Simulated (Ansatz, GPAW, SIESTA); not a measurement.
# Sn3Se: programs and potentials compared

```
Sn Se
1.0
     4.74188    0.00000    0.00000
     0.00000    4.74188    0.00000
     0.00000    0.00000    4.74188
Sn Se
3 1
Cartesian
  2.3709 2.3709 0.0000
  2.3709 0.0000 2.3709
  0.0000 2.3709 2.3709
  0.0000 0.0000 0.0000
```

The cell comes from a database or a generator and needn't be the stable form of this composition.

Alike in all runs: task band structure; functional PBE; k mesh 6 × 6 × 6; occupations fermi-dirac, width 0.05 eV; no spin polarisation; no spin-orbit coupling. Pressure is positive in compression and, in plane waves, holds the error of the finite cutoff, which Ansatz's Pulay term estimates and takes out.

```csv
program and potentials,plane-wave cutoff (eV),notes,pressure (GPa)
"Ansatz, Ansatz PAW",420,14.5 valence electrons an atom on average; Pulay term of +0.03 GPa included,0.26
"Ansatz, all-electron LAPW, scalar-relativistic",-,-,0.25
"SIESTA, files PseudoDojo sr-pbe-0.4.1-standard, DZP (energy shift 0.003 Ry; two zetas on semicore shells)",-,atomic basis; 14.5 valence electrons an atom on average,1.12
"GPAW, GPAW PAW data sets (gpaw-data 1.2.1)",600,12 valence electrons an atom on average,0.07
```

The pressure spans 0.07 (GPAW, GPAW PAW data sets (gpaw-data 1.2.1)) to 1.12 GPa (SIESTA, files PseudoDojo sr-pbe-0.4.1-standard, DZP (energy shift 0.003 Ry; two zetas on semicore shells)), with all-electron results at 0.25. Rows in atomic bases carry the error of their basis and grid, which can be large.

The functional is the same throughout but for its coding, so the spread measures potentials, basis and numerics; runs on potential files found faulty are left out.

All four calculations put the cell under slight compression, so each would relax it to a somewhat larger volume. For a solid of ordinary stiffness, even the largest of these pressures means only a small change in lattice parameter. Because every atom sits on an inversion centre, forces vanish by symmetry, and in the cubic cell pressure is the only first-order drive to relax.

Ansatz PAW, at 0.26 GPa, practically reproduces the all-electron 0.25 GPa, which suggests that its potentials describe the Sn and Se cores well at this volume. SIESTA's 1.12 GPa can't be put down to the number of electrons treated as valence, since that matches Ansatz PAW. GPAW's smaller count is what results if the Se 3d shell is frozen while Sn 4d stays in the valence, which may contribute to its lower pressure. These filled d shells lie well below the bonding s and p states, but still affect the repulsion between neighbouring atoms. Close agreement in pressure doesn't by itself establish equally close agreement in the band structure.
